**1. The map and the conventions.** A dielectric of permittivity $\varepsilon$ fills the quadrant $x>0$, $y>0$, uniform along the width $W$. The gate sidewall lies on $x=0$, $a\le y\le b$, and the conducting source or drain surface on $y=0$, $c\le x\le d$, so $a$ is the gate-dielectric step and $c$ the underlap. The rest of both axes carries no normal flux. With $z=x+iy$, the map $w=z^2$ opens the quadrant into the upper half-plane and puts the plate edges at $w_1=-b^2<w_2=-a^2<w_3=c^2<w_4=d^2$. The Schwarz–Christoffel integral $\Omega=\int dw/\sqrt{\prod_i(w-w_i)}$ turns the half-plane into a rectangle with the plates as opposite sides. The plate side has length $2K(m)/N$ and the gap side $2K(1-m)/N$, where $N^2=(w_3-w_1)(w_4-w_2)$. Conformal maps keep the capacitance per width, so

$$\frac{C}{\varepsilon W}=\frac{K(m)}{K(m')},\qquad m=\frac{(b^2-a^2)(d^2-c^2)}{(b^2+c^2)(d^2+a^2)},\qquad m'=1-m=\frac{(a^2+c^2)(b^2+d^2)}{(b^2+c^2)(d^2+a^2)} .$$

Here $K(m)=\int_0^{\pi/2}(1-m\sin^2\theta)^{-1/2}d\theta$ takes the parameter $m=k^2$, and $K'\equiv K(m')$, $k'=\sqrt{m'}$. Passing the modulus $k$ to a routine that expects $m$ is the usual slip.

**2. Dimensional analysis gives three ratios, the map leaves one.** $C/W$ has the unit of $\varepsilon$, so it can depend only on three ratios of the four lengths. Real Möbius maps of the half-plane have three free parameters, and four points keep a single invariant, the cross-ratio $m$. It is unchanged by a common scaling, by exchanging $(a,b)$ with $(c,d)$, and by the inversion $(a,b,c,d)\to(1/b,1/a,1/d,1/c)$. A uniform shrink leaves the capacitance in aF/µm unchanged, and only $\varepsilon$ and the shape move it. One extracted capacitance fixes one number, never $a$ and $c$ separately.

**3. One derivative carries all sensitivities.** Legendre's relation gives $d(K/K')/dm=\pi/(4mm'K'^2)$. Since $dm/(mm')=d\ln(m/m')$,

$$\frac{dC}{\varepsilon W}=\frac{\pi}{4K'^2}\,d\Lambda,\qquad \Lambda=\ln\frac{m}{m'}=\ln(b^2-a^2)+\ln(d^2-c^2)-\ln(a^2+c^2)-\ln(b^2+d^2).$$

The prefactor falls from $1/\pi$ at $m\to1$ to zero at $m\to0$.

**4. The two regimes of $m$.** The nome $q(m')=\exp(-\pi K/K')$ has the series $q=m'/16+8(m'/16)^2+84(m'/16)^3+\dots$ Its logarithm gives, for close plates,

$$\frac{C}{\varepsilon W}=\frac1\pi\Big[\ln\frac{16}{m'}-\frac{m'}{2}-\frac{13m'^2}{64}-\dots\Big],$$

and exchanging $m$ with $m'$ inverts the ratio, so for remote or narrow plates

$$\frac{C}{\varepsilon W}=\frac{\pi}{\ln(16/m)-m/2-13m^2/64-\dots}.$$

The crossover is $m=1/2$, where $C=\varepsilon W$ exactly. There the first series gives 1.103, 1.024 and 1.007 with one, two and three terms. The bare logarithm is within 1 % for $m'<0.097$. A closed form serves better: $C/\varepsilon W\simeq\pi^{-1}\ln[2(1+\sqrt k)/(1-\sqrt k)]$ for $m\ge1/2$, and the reciprocal of this expression with $k'$ in place of $k$ for $m\le1/2$. Its largest relative error, at $m=1/2$, is $2.2\times10^{-6}$.

**5. Inner edges small against outer edges.** For $a,c\ll b,d$, expand $-\ln m'$ and $m'/2$ to second order in $a$ and $c$. The first contributes $c^2/b^2+a^2/d^2$, the second removes $(a^2+c^2)(b^{-2}+d^{-2})/2$, and

$$\frac{C}{\varepsilon W}=\frac2\pi\ln\frac{4R}{r}+\frac{(c^2-a^2)(d^2-b^2)}{2\pi b^2d^2}+\dots,\qquad r=\sqrt{a^2+c^2},\quad \frac1{R^2}=\frac1{b^2}+\frac1{d^2}.$$

The inner cutoff $r$ is the distance between the two near edges and follows the larger of $a$ and $c$. The outer cutoff $R$ follows the smaller of $b$ and $d$. The crossovers are therefore $c\sim a$ and $d\sim b$. The correction vanishes for $a=c$ or $b=d$. For $c=0$, $d\to\infty$ one has $m'=a^2/b^2$ and

$$\frac{C}{\varepsilon W}=\frac2\pi\ln\frac{4b}{a}-\frac{a^2}{2\pi b^2}-\dots$$

The logarithm alone is good to 1 % once $b/a>3.2$. The familiar picture of quarter-circle field lines, $\int_a^b\varepsilon\,dy/(\pi y/2)=(2\varepsilon/\pi)\ln(b/a)$, lacks the constant $(2/\pi)\ln4=0.8825$, which is the extra charge crowding near the two gate edges. The constant exceeds the arc term for $b/a<4$.

**6. Each length in turn.** Changes of $\Lambda$ are to be multiplied by $\pi/4K'^2$.

- Small underlap, $c\ll a,d$: $\delta\Lambda=-c^2(a^{-2}+d^{-2})$. There is no linear term, so an underlap well below the dielectric step buys almost nothing.
- Large underlap, $c\gg b$, $d\to\infty$: $m=(b^2-a^2)/(b^2+c^2)$ and $C/\varepsilon W=\pi/\{\ln[16c^2/(b^2-a^2)]+(a^2+b^2)/2c^2\}$. The decay is an inverse logarithm, not the $1/c$ of facing plates.
- Thin step, $a\ll c,b$: $\delta\Lambda=-a^2(b^{-2}+c^{-2})$ measured from $a=0$. The capacitance saturates and diverges only when $a$ and $c$ vanish together.
- Tall gate, $b\gg a,d$: $\delta\Lambda=-(a^2+d^2)/b^2$ measured from $b=\infty$.
- Long source or drain, $d\gg b,c$: $\delta\Lambda=-(b^2+c^2)/d^2$ measured from $d=\infty$.
- Short gate, $t=b-a\ll a$, with $c=0$, $d\to\infty$: $C/\varepsilon W=\pi/[\ln(8a/t)+t/2a]$. The leading term is half the capacitance $2\pi/\ln(2a/\rho)$ of a thin wire of radius $\rho=t/4$ at height $a$ over a plane. A short plate on the other axis, $d\to c$, follows by the exchange symmetry.

Setting $\Lambda=0$ places the crossover between the two series at the underlap

$$c_*^2=\frac{b^2d^2-2a^2d^2-a^2b^2}{2b^2+d^2-a^2},$$

which tends to $b^2-2a^2$ for $d\to\infty$. If the numerator is negative, the geometry has $m<1/2$ for every underlap.

**7. Where the charge sits, and why truncation is cheap.** The density on the horizontal plate is proportional to $|d\Omega/dz|=2x/\sqrt{(x^2+a^2)(x^2+b^2)(x^2-c^2)(d^2-x^2)}$. For $c=0$, $d\to\infty$ it is flat for $x<a$, falls as $1/x$ between $a$ and $b$, which builds the logarithm, and as $1/x^2$ beyond. At voltage $V$ the charge beyond $x=X\gg b$ is $\varepsilon WV\,b/(XK')$, yet cutting the plate at $d=X$ costs only $\varepsilon WV\,\pi b^2/(4K'^2X^2)$, because the flux lands nearer in. For $b=2a$, $X=4b$ the exact figures are 11 % of the charge beyond $X$ and a loss of 1.3 %. The inverse-square-root edge singularity belongs to a plate continued by a flux-free line. A right-angled metal corner in a uniform dielectric has exponent $-1/3$, so the model should not be used for peak fields.

**8. Inputs for a nanosheet inner spacer.** All are illustrative. Take SiOCN with a typical $\kappa\approx4.5$, so $\varepsilon=39.84$ aF/µm. The sheet-to-sheet gap is 10 nm, and its mid-plane, a symmetry plane, sets $b=5$ nm. The stack of 0.8 nm SiO$_2$ ($\kappa\approx3.9$) and 1.7 nm HfO$_2$ ($\kappa\approx22$) sets $a=2.5$ nm and an equivalent oxide thickness EOT $=1.1$ nm. The spacer is 5 nm long, so $d=5$ nm. Then $m=0.6\,(25-c^2)/(25+c^2)$ with $c$ in nm, and $c_*=1.51$ nm (3.54 nm for $d\to\infty$). The corner sits on the crossover and in neither asymptotic regime. At $c=0$ the estimates of $C/\varepsilon W$ are 0.4413 for arcs, 1.3238 for $(2/\pi)\ln(4b/a)$, 1.2840 with its first correction, 1.2793 exact for $d\to\infty$ and 1.0968 exact for $d=5$ nm. The bare logarithm is 3.5 % above the first exact value and 21 % above the second.

| $c$ (nm) | $m$ | $K/K'$ | $(2/\pi)\ln(4R/r)$ | $C/W$, quadrant (aF/µm) | $C/\varepsilon W$, closed cell | $C/W$, closed cell (aF/µm) |
|---|---|---|---|---|---|---|
| 0 | 0.6000 | 1.0968 | 1.1032 | 43.7 | 1.0822 | 43.1 |
| 1 | 0.5538 | 1.0506 | 1.0559 | 41.9 | 1.0451 | 41.6 |
| 2.5 | 0.3600 | 0.8774 | 0.8825 | 35.0 | 0.9240 | 36.8 |
| 4 | 0.1317 | 0.6642 | 0.6990 | 26.5 | 0.8371 | 33.4 |

The digits test the formulas against each other and do not state the accuracy of a device value. Because $b=d$ removes the leading correction, the form with $R$ and $r$ is high by only 0.6 % at $c=0$ and at 2.5 nm, and by 5 % at 4 nm. The small-underlap slope is $0.2486\,(a^{-2}+d^{-2})=0.0497$ nm$^{-2}$, which predicts 1.0471 at 1 nm against the exact 1.0506. At $c=1$ nm the prefactor is 0.2395 and the sensitivities $\partial\ln C/\partial\ln p$ are $-0.545$, $+0.380$, $-0.082$ and $+0.247$ for $p=a,b,c,d$. They sum to zero, as scale invariance demands, and the small entry for $c$ shows how poorly this capacitance determines an underlap.

**9. An inner spacer is a closed box, not an open quadrant.** Half of the cavity is a rectangle $0<x<L$, $0<y<H$, with a flux-free top (the symmetry plane) and the epitaxial source or drain as the wall $x=L$. The map $w=\mathrm{sn}^2(Kz/L\,|\,\mu)$, with Jacobi's sn, $K=K(\mu)$ and $K(1-\mu)/K(\mu)=H/L$, sends it to the half-plane and is proportional to $z^2$ near the origin. The corners go to $0$, $1$, $1/\mu$ and $\infty$. The gate becomes $(-\infty,-T]$ with $T=\mathrm{sc}^2(Ka/L\,|\,1-\mu)$, where sc $=$ sn/cn. The doped sheet and the wall together become $[S,1/\mu]$ with $S=\mathrm{sn}^2(Kc/L\,|\,\mu)$. With $w_1\to-\infty$ the cross-ratio is

$$m=\frac{1/\mu-S}{1/\mu+T},$$

and the capacitance is again $K(m)/K(1-m)$. For $L=H=5$ nm, $\mu=1/2$, and $a=H/2$ gives $T=\sqrt2$. The values $S=0$, 0.1285, 0.5858 and 0.9313 yield $m=0.5858$, 0.5481, 0.4142 and 0.3130 and the last two columns of the table.

The open quadrant is 1.3 % and 0.5 % high at $c=0$ and 1 nm, then 5 % and 21 % low. The closeness at small $c$ is a compensation. For a long box, $L\to\infty$, $\mu\to1$ and $c=0$, one finds $T=\tan^2(\pi a/2H)$ and $m'=\sin^2(\pi a/2H)$. For $a\ll H$ the logarithm becomes $(2/\pi)\ln(8H/\pi a)$, with 2.55 in place of 4. At $a=H/2$ the long box gives exactly $C=\varepsilon W$, and the open quadrant with $d\to\infty$ is 28 % above it, since it lets flux loop over $y=b$. Cutting the plate at 5 nm lowers the quadrant by 14 %, while the wall raises the box by 8 %, and the two values nearly meet. As $c\to L$ they part: the quadrant goes to zero and the box keeps 0.82.

This also warns against sums of components. The facing-plate term between gate and wall is $(H-a)/L=0.5$. Added to the quadrant value at $c=1$ nm it gives 1.55, which is 48 % above the box. The facing term must dominate for $L\ll H-a$, where the quadrant with $d=L$ has no wall and fails.

**10. What the flux-free lines hide.** The segment $x<c$ borders depleted silicon, typical $\kappa\approx11.7$ or 103.6 aF/µm, which is 2.6 times the spacer value, so the path from the gate's underside through the sheet is not small. A crude size follows from the same formula in silicon. Scale the oxide to $11.7/3.9\times1.1=3.3$ nm, which is exact only for fields normal to the layer. Put the junction face of a half-sheet 2.5 nm thick on $[3.3,5.8]$ nm and half of a 14 nm gate on $[1,8]$ nm. Then $m=0.552$, $K/K'=1.05$ and $C/W\approx1.1\times10^2$ aF/µm. The open geometry tends to overstate it, as comment 9 showed for the long box, but in the off state this inner fringe is at least comparable with the spacer term. An inversion layer screens it. Accumulation of the underlap moves $c$ toward zero and raises the box value by at most 3.6 % from $c=1$ nm. The HfO$_2$ film that also lines the spacer face is worth 0.35 nm of SiOCN in series, 7 % of $L$. For a sheet width of 25 nm the end effects scale as $H/W=0.2$. Two figures are the most that a device value can carry.

**11. Size in the device.** At $c=1$ nm the box gives 83.3 aF/µm for source plus drain per sheet face, against $C_{ox}L_g=439$ aF/µm from the EOT and $L_g=14$ nm, a ratio of 19 %. Since the spacer term is scale invariant, the ratio grows as EOT$/L_g$, that is whenever the gate length shrinks faster than the oxide. The total gate-to-drain parasitic of advanced devices is typically of order 0.1 to 0.3 fF/µm of effective width, because it includes overlap, inner fringe, outer spacer and contact coupling. The spacer corner alone lies below that range by a factor of two to several and is to be read as one component. The model's value is about 42 aF/µm per face and side, or 2.1 aF for one full cavity 25 nm wide.